How much energy separates the highest filled level of a small molecule from the lowest level that could take another electron? For silanediol, SiH₂(OH)₂, the calculations below give answers from under 7 eV to more than 11 eV. The molecule, its geometry and the basis set are the same in every row. What changes the levels is the exchange part of the functional, which goes from pure PBE to an equal mixture of PBE exchange and exact exchange. The rows at 0 and 25 % also include a dispersion correction, but this is added to the total energy and leaves the orbital energies as they are.

Frontier orbital energies of silanediol, SiH₂(OH)₂, as a neutral singlet, from restricted Kohn–Sham calculations with Ansatz 0.2.0 in the def2-TZVP basis. The functional combines PBE correlation with PBE exchange, of which the stated share is replaced by exact exchange. All rows use the same PBE-D4/def2-TZVP geometry.

```tsv
exact exchange (%)	homo (eV)	lumo (eV)	homo lumo gap (eV)
0	-7.344	-0.559	6.785
5	-7.655	-0.381	7.273
10	-7.964	-0.205	7.759
15	-8.273	-0.030	8.242
25	-8.887	0.316	9.203
35	-9.499	0.657	10.156
50	-10.414	1.159	11.573
```

The HOMO is the highest occupied orbital, the LUMO is the lowest empty one, and the gap is the difference of their energies. As the share of exact exchange grows, the HOMO sinks and the LUMO climbs, so that the gap widens in every step. Nothing in the gap column alone looks suspicious. The trouble shows in the column beside it, where the LUMO passes from negative to positive values between the rows at 15 % and 25 %.

The sign matters because orbital energies have a natural zero. An electron at rest, far from a neutral molecule, has zero energy, and free electrons with slightly more energy form a continuum that begins there. An empty level below zero is a bound state of the effective potential in which the orbitals are computed. A level above zero can't be bound: the electron would lower its energy by leaving.

A calculation with a complete basis would show this at once. It would contain orbitals spread over a very large volume, with energies as close to zero as one likes, so the lowest empty level could never lie above zero. The orbital gap would then be at most the depth of the HOMO, that is, minus the HOMO energy. This ceiling follows from the existence of the continuum and holds for every share of exact exchange in the table.

The row at 50 % breaks through it. Its HOMO lies at −10.414 eV, which allows a gap of about 10.41 eV, yet the computed gap is 11.573 eV. The excess is exactly the positive LUMO energy, 1.159 eV, or a tenth of the whole gap. It is the price of keeping in the neighbourhood of the molecule an electron that would rather be elsewhere.

The basis set does the keeping. Its functions are centred on the atoms and die away within a few ångström, which suits the occupied orbitals but offers an unbound electron no way out. The electron is therefore held as if in a box, and confinement costs kinetic energy. For a box with a radius of about five ångström this cost is of the order of one electronvolt, so a LUMO energy of this size is no surprise. Diffuse functions would enlarge the box and let the level sink towards zero.

A second sign of the box is the next empty level. At 35 % exact exchange the LUMO lies at 0.657 eV, and the same calculation puts the second empty orbital about 0.51 eV higher. Both are above zero, where a free electron could have any energy. A clear interval between the two lowest levels in this region belongs to the limited set of functions and is no property of the continuum.

The third sign is that nothing happens at zero. Interpolation between neighbouring rows puts the crossing near 16 % exact exchange, and the LUMO rises by about 0.035 eV per percentage point both before and after it. In a complete basis the rise would have to stop at the edge of the continuum. The smoothness that makes the column look trustworthy thus shows that the calculation doesn't notice the edge. Nor is 16 % a threshold of the molecule, because a more flexible basis could keep the level below zero up to a larger share.

To see why the levels move so evenly, consider what the mixing does to a single orbital. Let a be the share of exact exchange, written as a fraction. The operator that determines the orbital energies then contains (1 − a) times PBE exchange plus a times exact exchange. If the orbitals keep their shape, the energy of each changes by a times a fixed number: the average, over that orbital, of exact exchange minus PBE exchange. Each level must then follow a straight line, with a slope of its own.

The sign of the slope depends on whether the orbital is occupied. The electrostatic repulsion in the calculation comes from the whole electron cloud, so an electron in an occupied orbital is also repelled by its own charge. Exact exchange contains a term that removes this self-repulsion completely, whereas PBE removes it only in part and leaves the occupied levels too high. A larger share of exact exchange therefore pulls the HOMO down.

An empty orbital contributes nothing to the electron cloud and has no self-repulsion to remove. PBE nevertheless gives it the same attractive exchange potential as every other orbital, because that potential is built from the total density alone. Exact exchange attracts an empty orbital only through its overlap with the occupied ones, which is usually a weaker effect. As PBE exchange is replaced, the LUMO loses attraction and rises.

The two slopes differ in size as well as in sign. Over the whole series the HOMO falls by 3.070 eV and the LUMO rises by 1.718 eV, so the occupied level supplies almost two thirds of the widening. A likely reason is that the HOMO is compact, with a large self-repulsion to correct, while the LUMO is spread out and has less exchange attraction to lose. This is a guess about the shapes of the orbitals, which the energies alone don't reveal.

The straight-line model can be tried on the unbound levels. A least-squares line through the four rows with a negative LUMO starts at −0.558 eV and rises by 0.03526 eV per percentage point. At 50 %, a row that was not used in the fit, it predicts −0.558 + 50 × 0.03526 = 1.205 eV. The computed value is 0.046 eV lower, a miss of less than 3 % of the LUMO's total rise.

A line fitted to the HOMO in the same four rows also runs slightly too steeply, and its miss at 50 % is below 1 % of the total fall. Such a small bend is to be expected, since real orbitals adjust their shape when the exchange changes, and the model forbids this. The success of the line must not be misread, however. The functional is mixed linearly, so nearly linear levels are what the recipe produces. The model predicts what the calculation will print, including a LUMO that is an artefact of the basis.

The artefact also distorts the trend. Between 25 % and 50 % the computed gap grows by 2.370 eV, while the ceiling set by the HOMO rises by only 1.527 eV. More than a third of the apparent widening in this range therefore comes from pushing an unbound electron further up inside its box. With the LUMO held at the edge of the continuum, the gap would grow only as fast as the HOMO falls.

It would be tempting to retreat to the pure PBE row, where the LUMO is safely negative at −0.559 eV. This removes the visible sign of the basis fault, although diffuse functions could still lower the level, and it meets a fault of the functional. The negative value says that the PBE potential binds an orbital; it doesn't say that the molecule binds an extra electron. An added electron would be repelled by all the electrons already there, but the PBE exchange potential cancels part of this repulsion for an empty orbital, as if it were one of the occupied ones.

The HOMO reveals the fault of the functional more directly. For the exact functional, minus the HOMO energy equals the ionisation energy, the energy needed to remove one electron. A molecule at a fixed geometry has one such energy, yet the HOMO falls in every step and covers a range of about 3 eV. At most one share of exact exchange can therefore place it correctly. PBE is known to place it too high, but a smooth curve doesn't mark the point at which the correction is complete.

That point can be sought by tuning. One computes the total energies of the molecule and of its cation with the same functional, and varies the share until their difference equals minus the HOMO energy. This replaces an arbitrary choice with a condition that the exact functional obeys. It doesn't repair the LUMO: if the tuned share lies where the LUMO is positive, the gap still contains the energy of confinement.

The faults thus call for different remedies. The basis fails most plainly where the LUMO is positive, though a negative LUMO can also lie too high, and diffuse functions are the cure. The functional fails through its incomplete removal of self-repulsion, and the right share has to be found from an energy difference. Once the HOMO is well placed, the ceiling has a simple meaning: it is the energy needed to take an electron from the molecule and set it free at rest. If the molecule binds no extra electron, no energy is gained by adding one, and the ceiling is then the whole gap between removing an electron and adding one. In that case a well-placed HOMO is worth more than any value of the LUMO from a compact basis.

For a similar small molecule the same reasoning gives a way to read such a series. More exact exchange should lower the HOMO, raise the LUMO and widen the gap almost in proportion to the share. The first thing to inspect is therefore the sign of the LUMO, not the smoothness of the gap. Once the LUMO is positive, minus the HOMO energy is the most that the orbital gap can mean.

Silanol groups like those of this molecule occur on silica surfaces and can form during the deposition of silicon oxide for electronic devices. The trend warns against carrying a molecular orbital gap over to the finished insulator. In the solid the empty states form a conduction band, and an electron in them remains inside the material instead of escaping to the vacuum. The band gap of the oxide and its alignment with silicon need calculations of the solid and of the interface.
